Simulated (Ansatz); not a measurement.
# Collinear magnetic orders of EuSi (Cmcm): PBEsol+U energies and a three-shell exchange model

EuSi is built from zigzag chains of silicon with europium between them. Europium is close to Eu²⁺, whose half-filled 4f shell has a spin moment of 7 μB and no orbital moment in the free ion. The problem is to find how these large spins line up relative to one another, and whether couplings to the neighbours at 3.71, 3.87 and 3.95 Å explain the cost of the other arrangements. Such couplings set the scale of the magnetic ordering temperature, which matters for magnetic cooling and for spin-polarised conductors. Five collinear orders are calculated with PBEsol and a Hubbard U of 6 eV on Eu. Energies are per Eu atom, measured from the parallel order, so a positive value means less stable.

## Computational details

One system, EuSi (Cmcm), 4 atom(s) a primitive cell, from cells of the Materials Project database (relaxed there by DFT). Ansatz 0.2.0, plane waves with default PAW datasets, cutoff 420 eV, Fermi-Dirac smearing of 0.1 eV, k meshes whose coarsest spacing along a reciprocal vector is 0.16 1/Å over all runs (2π included). Functional: PBEsol with Hubbard U (eV) Eu 6; collinear spins, no spin-orbit coupling. Atoms are fixed. Each order is started from typed moments on Eu, in the primitive cell or in a cell doubled at wavevector q (fractions of the primitive reciprocal vectors), on meshes of about the same density or denser; only runs that kept their pattern of signs are listed. Runs that did not converge or carry a known fault are not listed. The same in all rows: metal or insulator in the row's run, judged by its smearing entropy or density of states at the Fermi energy (a gap under a few smearing widths counts as a metal): metal.

Notes on method and selection:

- In a Heisenberg model with E = -sum over ordered pairs of J e_i.e_j, the energy per magnetic atom is E0 less the sum over shells of J times the listed sum; further shells and changes of moment size are outside it.
- Each state is what a run reaches from typed starting moments; only a few collinear orders were started, so the lowest found need not be the ground state. Spin-orbit coupling is left out of these energies, which are free energies at the smearing width. A magnetic atom is one that was given a starting moment.
- Site moments count the spin inside each program's own atomic sphere, so they depend somewhat on its radius and leave out the spin between the spheres.
- Under a Hubbard U the orbital state was not searched.
- Ansatz's own search for a lower self-consistent state was switched off in these runs, so a run may rest in a state that is not the lowest for its pattern of moments.
- The shell on the horizontal axis is the one of the three whose sum correlates best with the energies.
- Runs that did not converge, have known faults or may not be shown are not listed, and runs on Ansatz's PAW sets soft_1 and soft_2 are kept to separate tables.

Columns:

- shell at 3.87 Å: sum of e_i.e_j over the 4 Eu neighbours at 3.87 Å, mean over magnetic atoms (+1 parallel, -1 opposed).
- shell at 3.71 Å: sum of e_i.e_j over the 2 Eu neighbours at 3.71 Å, mean over magnetic atoms (+1 parallel, -1 opposed).
- shell at 3.95 Å: sum of e_i.e_j over the 2 Eu neighbours at 3.95 Å, mean over magnetic atoms (+1 parallel, -1 opposed).
- moment (μB): largest site spin moment.
- net moment (μB): size of the net spin moment per magnetic atom.
- energy (meV): energy less that of the parallel order, per magnetic atom.

Input lines of one member:

```
magnetization:
  spin_polarized: true
kpoints:
  mp_grid: { grid: [10, 10, 10] }
hamiltonian:
  xc: pbesol
  hubbard:
    sites: [{ species: Eu, l: f, u_eff: 6.0 }]
    projectors: ortho-atomic
scf:
  occupations: { method: fermi_dirac, width: 0.1 }
  lower_state_search: "off"
output:
  write_density: true
  write_potential: true
  elf: true
  volumetric_format: npy
```

Command (options for logging and memory left out): `ansatz run input.yaml`

## Numbers

| member | shell at 3.87 Å | shell at 3.71 Å | shell at 3.95 Å | moment (μB) | net moment (μB) | energy (meV) |
| --- | --- | --- | --- | --- | --- | --- |
| opposed +- | −4 | −2 | 2 | 6.90 | 0.00 | 22.0 |
| opposed q=(1/2,1/2,0) +-+- | −4 | 2 | 2 | 6.90 | 0.00 | 22.4 |
| opposed q=(0,0,1/2) +-+- | 0 | 0 | −2 | 6.91 | 0.00 | 16.6 |
| parallel ++ | 4 | 2 | 2 | 6.93 | 7.20 | 0.0 |
| opposed q=(1/2,1/2,0) +--+ | 4 | −2 | 2 | 6.93 | 0.00 | 4.5 |

Least-squares fits to the whole series, with x = shell at 3.87 Å; R² and errors in the fitted variable (y, or ln y where the fit is in ln y):

| y | members | fit | R² | rms residual | leave-one-out rms | the same for the mean of the others |
| --- | --- | --- | --- | --- | --- | --- |
| energy (meV) | 5 | y = 13.10 − 2.494 x | 0.94 | 2.3 | 3.5 | 12 |

## The trend and its physics

The parallel order is the lowest of the five. The +--+ order lies 4.5 meV above it and the q=(0,0,1/2) order 16.6 meV. The +- order and the +-+- order at q=(1/2,1/2,0) follow at 22.0 and 22.4 meV, too close together to be ranked.

The main divide is set by the four neighbours at 3.87 Å. Turning them from opposed to parallel lowers the energy by 22.0 − 4.5 = 17.5 meV if the 3.71 Å neighbours are opposed, and by 22.4 − 0.0 = 22.4 meV if they are parallel. The fitted slope of −2.494 meV per unit of the spin sum corresponds to a ferromagnetic coupling J of 2.49 meV, with each pair counted from both ends. Leaving out one order at a time gives an error of 3.5 meV, against 12 meV for the mean of the others. This shell was, however, picked because it correlates best.

The 4f shells are too compact to overlap directly, so the coupling must pass through the valence and conduction electrons. These are visibly polarised: in the parallel order the net moment exceeds the 7 μB of a half-filled 4f shell by 7.20 − 7 = 0.20 μB per Eu. The spin between the atomic spheres points along the Eu spins, while silicon carries a small opposed moment. Exchange within each Eu atom favours 5d electrons parallel to the 4f spin, and electrons shared between neighbours can then favour parallel alignment of the atoms.

Three shells reproduce the broad pattern but not its finer part. In such a model, turning the 3.71 Å neighbours from opposed to parallel must change the energy by the same amount whatever the 3.87 Å neighbours do. The calculated change is −4.5 meV when the latter are parallel and +0.4 meV when they are opposed. This mismatch, 0.4 + 4.5 = 4.9 meV, is larger than the gap between the two lowest orders.

## Residuals

Largest departures from the fit to the whole series:

| member | energy (meV) | fit | computed − fit | in rms residuals |
| --- | --- | --- | --- | --- |
| opposed q=(0,0,1/2) +-+- | 16.6 | 13.1 | +3.5 | 1.5 |
| parallel ++ | 0.0 | 3.1 | −3.1 | 1.4 |
| opposed q=(1/2,1/2,0) +--+ | 4.5 | 3.1 | +1.4 | 0.6 |
| opposed +- | 22.0 | 23.1 | −1.1 | 0.5 |

The q=(0,0,1/2) order lies 3.5 meV above the line in the 3.87 Å sum. It is the only order in which the two neighbours at 3.95 Å are opposed, while its other two sums are zero. Those two sums also cancel in the average of the parallel and +- orders, (0.0 + 22.0) / 2 = 11.0 meV, and the q=(0,0,1/2) order is 16.6 − 11.0 = 5.6 meV dearer. A ferromagnetic coupling at 3.95 Å has the right sign to explain this.

The parallel order lies 3.1 meV below the line. Parallel neighbours at 3.71 Å may contribute, but a longer-ranged coupling is a likely partner. The Eu atoms form sheets stacked along b, and sheets two steps apart are parallel to each other in the parallel and +- orders but opposed in the two orders at q=(1/2,1/2,0). A ferromagnetic coupling between second-neighbour sheets would add to that at 3.71 Å in stabilising the parallel order over +--+. Between +- and +-+- the two would work against each other, which fits their near-equal energies.

## Short exercises

**What couplings do the three shells give, and how closely do they return the energies?**

The four orders with a 3.95 Å sum of +2 give the first two couplings.
- At 3.87 Å: J = (17.5 + 22.4) / (2 × 8) = 2.49 meV.
- At 3.71 Å: J = (4.5 − 0.4) / (2 × 4) = 0.51 meV.

The mean energy of these four is (22.0 + 22.4 + 0.0 + 4.5) / 4 = 12.2 meV.
- At 3.95 Å: J = (16.6 − 12.2) / 4 = 1.1 meV.

The four orders are then missed by 4.9 / 4 = 1.2 meV each. The fifth is met exactly because it alone fixes the last coupling. The small misses flatter the model, which has four constants for five energies.

**Would the model have predicted the +--+ order from the others?**

It would give 0.0 + 22.0 − 22.4 = −0.4 meV, against 4.5 meV calculated, a miss of 4.5 + 0.4 = 4.9 meV. The model would thus have put the wrong order lowest. Each of the other three orders with a 3.95 Å sum of +2 is missed by the same amount when left out, so the extra shells bring no gain in prediction over the single-shell line.

**Is the shortest Eu–Eu contact the strongest coupling?**

No. The separate estimates at 3.71 Å are 4.5 / 4 = 1.1 and −0.4 / 4 = −0.1 meV. Those at 3.87 Å are 17.5 / 8 = 2.2 and 22.4 / 8 = 2.8 meV. The longer contact couples more strongly in either pairing, and the sign at 3.71 Å is not secure.

## What to take away

Among these five orders, parallel alignment is lowest, and the ferromagnetic sign of the effective coupling at 3.87 Å is the firmest result. Its size may include more distant shells that turn together with this one. The three-shell model serves to tell low orders from high ones, but not to settle differences of a few meV.

Only a few collinear patterns were started, so a spiral or a longer-period order could still lie below the parallel one; a wider search can only lower the minimum. Spin-orbit coupling is left out, but it should shift these energies little, since a half-filled 4f shell has almost no orbital moment. The choice of U is likely to matter more: a larger value pushes the occupied 4f states deeper and weakens their mixing with the conduction states, which would probably shrink the energy differences. No measured magnetic order is tabled for comparison.

[Logs are printed without paths, hosts, clocks, repeated set-up lines and the standing remarks that a program may print on its own settings, such as how far it seeks lower states.]
